## Results and discussion

When AlB⁻ is stretched, its dipole becomes steadily more negative. In the sign convention used here, that looks like electrons moving towards boron. The Löwdin charge of aluminium also becomes more negative, which says that aluminium is the atom gaining electrons. The two readings conflict, and the conflict has to be resolved before the dipole can be used as a measure of charge transfer.

AlB⁻ in an excited state, as one determinant with its open shells held at π↑↓ σ↑, from non-relativistic all-electron PBE0 (UKS) in PySCF 2.14.0 with aug-cc-pV(D+d)Z on Al and aug-cc-pVDZ on B. Energies are relative to separated high-spin Al⁻ and B; dipoles are taken about the centre of mass, positive where Al, the first atom, is negative.

| bond length (Å) | energy (eV) | dipole (D) | Löwdin charge, first atom (e) | gap of levels (eV) | <S^2> |
| --- | --- | --- | --- | --- | --- |
| 1.793 | -2.271 | -0.99 | -0.13 | 1.95 | 1.767 |
| 1.877 | -2.640 | -1.25 | -0.15 | 2.06 | 1.768 |
| 1.960 | -2.851 | -1.50 | -0.17 | 2.16 | 1.768 |
| 2.022 | -2.932 | -1.68 | -0.19 | 2.22 | 1.768 |
| 2.085 | ? | ? | ? | ? | ? |
| 2.147 | ? | ? | ? | ? | ? |
| 2.231 | -2.891 | -2.20 | -0.24 | 2.07 | 1.770 |
| 2.335 | -2.764 | -2.42 | -0.26 | 2.00 | 1.770 |
| 2.460 | ? | ? | ? | ? | ? |
| 2.627 | -2.272 | -2.85 | -0.32 | 1.84 | 1.771 |
| 2.877 | -1.839 | -2.93 | -0.38 | 1.74 | 1.771 |
| 3.232 | -1.375 | -3.15 | -0.43 | 1.66 | 1.769 |

All these PBE0 results describe a spin mixture. A pure doublet has $\langle S^2\rangle=0.75$, whereas the printed values lie near 1.77, which corresponds to about one third quartet. It comes from three open shells, two π electrons of opposite spin and one spin-up σ electron, an arrangement the run treats as an excited state; the net spin is that of one unpaired electron. The determinant also mixes states of different orbital angular momentum. The energy curve is thus not that of a pure doublet, and its depth also carries the error of the broken-symmetry atoms.

**Why the dipole grows.** The dipole of an ion depends on the origin, here the centre of mass. Aluminium carries the fraction $f=26.98/(26.98+10.81)=0.714$ of the mass, so boron lies further from the origin. (The run used boron-11, which gives 0.710; the difference hardly matters here.) Put a charge $q$ on aluminium and the rest, $-1-q$, on boron, at bond length $r$ in Å. Adding charge times position gives, in debye,

$$\mu=-4.803\,r\,(f+q).$$

If the atoms share the extra electron equally, $q=-0.5$. At 1.793 Å this gives $-4.803\times1.793\times0.214=-1.84$ D, and at 3.232 Å it gives −3.32 D. The dipole grows although no charge has moved, simply because the boron end travels further from the origin. Measured against an equal share, this geometric effect amounts to about two thirds of the computed change between the first and last rows, but to less than half of the change up to 2.627 Å. The rest of that change is a shift of negative charge towards the boron side of the bond's midpoint.

**Forecasts.** The energy should pass through a smooth minimum at 2.11 ± 0.02 Å. The dipole should continue its gently curved descent, and the Löwdin charge its nearly even one. The spin mixture should persist, with $\langle S^2\rangle$ at 1.77.

The gap needs more thought, because it rises up to 2.022 Å and has fallen by 2.231 Å. It is the distance from the highest occupied to the lowest empty level. If two frontier levels swap order, the gap follows the lower of two branches and has a pointed top. Continuing the falling branch inwards gives the gaps below; a rounded top through the four neighbouring rows would give about 2.21 and 2.16 eV at the two shorter distances.

| Bond length (Å) | Energy (eV) | Dipole (D) | Löwdin charge, Al (e) | Gap (eV) |
|---|---|---|---|---|
| 2.085 | −2.96 ± 0.02 | −1.85 ± 0.04 | −0.20 ± 0.02 | 2.18 ± 0.02 |
| 2.147 | −2.95 ± 0.02 | −2.01 ± 0.04 | −0.22 ± 0.02 | 2.13 ± 0.02 |
| 2.460 | −2.57 ± 0.03 | −2.64 ± 0.05 | −0.29 ± 0.02 | 1.92 ± 0.02 |

The withheld rows as computed:

| bond length (Å) | energy (eV) | dipole (D) | Löwdin charge, first atom (e) | gap of levels (eV) | <S^2> |
| --- | --- | --- | --- | --- | --- |
| 2.085 | -2.962 | -1.85 | -0.21 | 2.18 | 1.769 |
| 2.147 | -2.951 | -2.01 | -0.22 | 2.13 | 1.769 |
| 2.460 | -2.567 | -2.63 | -0.29 | 1.93 | 1.771 |

**Hits and misses.** Every value in the forecast table falls within its range. The visible misses are one unit in the second decimal: the charge at 2.085 Å, and the dipole and gap at 2.460 Å. Each of these rows lies between known neighbours, so the success mainly shows that the curves are smooth there. A Morse-shaped curve fitted to the nine known rows puts the minimum at about 2.10 Å. This agrees with the forecast but is no independent test of it, since both rest on the known rows.

The gap was the sharper test. The falling branch, fitted only to the five known rows beyond 2.2 Å, reproduces the computed 2.18 and 2.13 eV, while the rounded top is 0.03 eV too high at both distances. This modestly favours a pointed top near 2.022 Å over the one rounded curve tried here. The orbital energies of the same runs support a swap of levels: the highest occupied level falls to −0.03 eV at 2.022 Å and is back up at 0.03 eV by 2.085 Å, while the lowest empty level climbs smoothly. This points to two occupied levels exchanging the top place. The gap is a difference between orbital levels and should not be read as an excitation energy. The highest occupied level is also positive at every distance but 2.022 Å, a known failing of approximate functionals for anions. The finite basis therefore helps to hold the extra electron, and the results may depend on that basis.

The dipole forecast has a clear limit. A parabola fitted to the known rows below 2.7 Å works between them, but it misses both longer bonds by about 0.12 D, in opposite directions. Once the bond is breaking, the curve near the minimum is no guide.

**What the charges miss.** Inserting the Löwdin charges into the formula gives −5.03 D at 1.793 Å, where the calculation gives −0.99 D. At 3.232 Å the formula gives −4.41 D against −3.15 D. The point charges thus get even the direction of the overall change wrong. Electron clouds displaced from their nuclei, such as a lone pair on aluminium pointing away from boron, could explain the mismatch; so could Löwdin charges distorted by diffuse basis functions. The recipe certainly matters: between 1.793 and 2.627 Å the Mulliken charge of aluminium goes from −0.51 to −0.37, the opposite direction to the Löwdin charge.

The longest bond also warns against extending the trend. Separated Al⁻ and neutral boron would have a dipole of about +4.4 D at 3.232 Å, so a curve that reached that limit would have to change sign. This determinant may not reach it: aluminium has a net spin of −0.49 electrons at the longest bond, whereas high-spin Al⁻ beside a spin-down boron would have +2. At this distance the dipole is still close to that of an equally shared electron. The delocalisation error of PBE0 may favour such sharing in a stretched ion; its size is not tested here. The analysis output below gives the comparison for every row.

Output of the analysis:

```
fit of e on 9 rows: constant -0.4425 +/- 0.0097, coefficient of exp(-s*r) -93.9 +/- 0.5, coefficient of exp(-2*s*r) 874.6 +/- 5.3, s 1.396; rms 0.00531, worst 2.877 -0.0121, leave-one-out rms 0.0168
  rows outside the fit (model, value, miss): 2.085 -2.962, -2.962, -0.000156; 2.147 -2.95, -2.951, 0.000517; 2.46 -2.562, -2.567, 0.00536
bond length at the minimum of the fitted energy curve, Å: 2.095
fit of dipole on 7 rows (r < 2.7): constant -2.13 +/- 0.0046, coefficient of x -2.271 +/- 0.011, coefficient of x**2 1.353 +/- 0.043; rms 0.00575, worst 1.793 0.00868, leave-one-out rms 0.0247
  rows outside the fit (model, value, miss): 2.085 -1.851, -1.85, -0.000784; 2.147 -2.006, -2.01, 0.00429; 2.46 -2.629, -2.63, 0.000968; 2.877 -3.048, -2.93, -0.118; 3.232 -3.033, -3.15, 0.117
fit of q on 9 rows: constant -0.2249 +/- 0.0032, coefficient of x -0.2134 +/- 0.0066; rms 0.00812, worst 3.232 -0.0151, leave-one-out rms 0.0135
  rows outside the fit (model, value, miss): 2.085 -0.2003, -0.21, 0.00968; 2.147 -0.2136, -0.22, 0.00645; 2.46 -0.2803, -0.29, 0.00966
fit of gap on 5 rows (r > 2.2): constant 2.091 +/- 0.00055, coefficient of x -0.7109 +/- 0.0027, coefficient of x**2 0.2838 +/- 0.0025; rms 0.000374, worst 2.335 0.000605, leave-one-out rms 0.000797
  rows outside the fit (model, value, miss): 1.793 2.428, 1.95, 0.478; 1.877 2.351, 2.06, 0.291; 1.96 2.278, 2.16, 0.118; 2.022 2.227, 2.22, 0.00694; 2.085 2.177, 2.18, -0.00308; 2.147 2.13, 2.13, -0.000117; 2.46 1.926, 1.93, -0.00425
gap from the rounded top at 2.085 and 2.147 Å, eV: 2.212, 2.162
rounded top less computed gap at 2.085 and 2.147 Å, eV: 0.03248, 0.03228
slope of the gap just before the peak, eV per Å: 0.9677
slope of the gap from 2.231 to 2.335 Å, eV per Å: -0.6731
dipole of an equally shared charge, all rows, D: 1.793 -1.842, 1.877 -1.929, 1.96 -2.014, 2.022 -2.078, 2.085 -2.143, 2.147 -2.206, 2.231 -2.293, 2.335 -2.399, 2.46 -2.528, 2.627 -2.699, 2.877 -2.956, 3.232 -3.321
computed dipole less that of an equally shared charge, all rows, D: 1.793 0.8525, 1.877 0.6788, 1.96 0.5141, 2.022 0.3978, 2.085 0.2925, 2.147 0.1962, 2.231 0.09253, 2.335 -0.0206, 2.46 -0.1022, 2.627 -0.1505, 2.877 0.02635, 3.232 0.1711
dipole of Löwdin point charges, all rows, D: 1.793 -5.029, 1.877 -5.084, 1.96 -5.121, 2.022 -5.088, 2.085 -5.047, 2.147 -5.094, 2.231 -5.079, 2.335 -5.091, 2.46 -5.009, 2.627 -4.971, 2.877 -4.615, 3.232 -4.408
dipole of Al- and neutral B as points at the longest bond, D: 4.441
change of the computed dipole from first to last row, D: -2.16
change for an equally shared charge as percentage of the computed change: 68.46
energy at 2.085 Å less energy at 2.147 Å, eV: -0.011
mean quartet share if only doublet and quartet mix, percent: 33.97
```
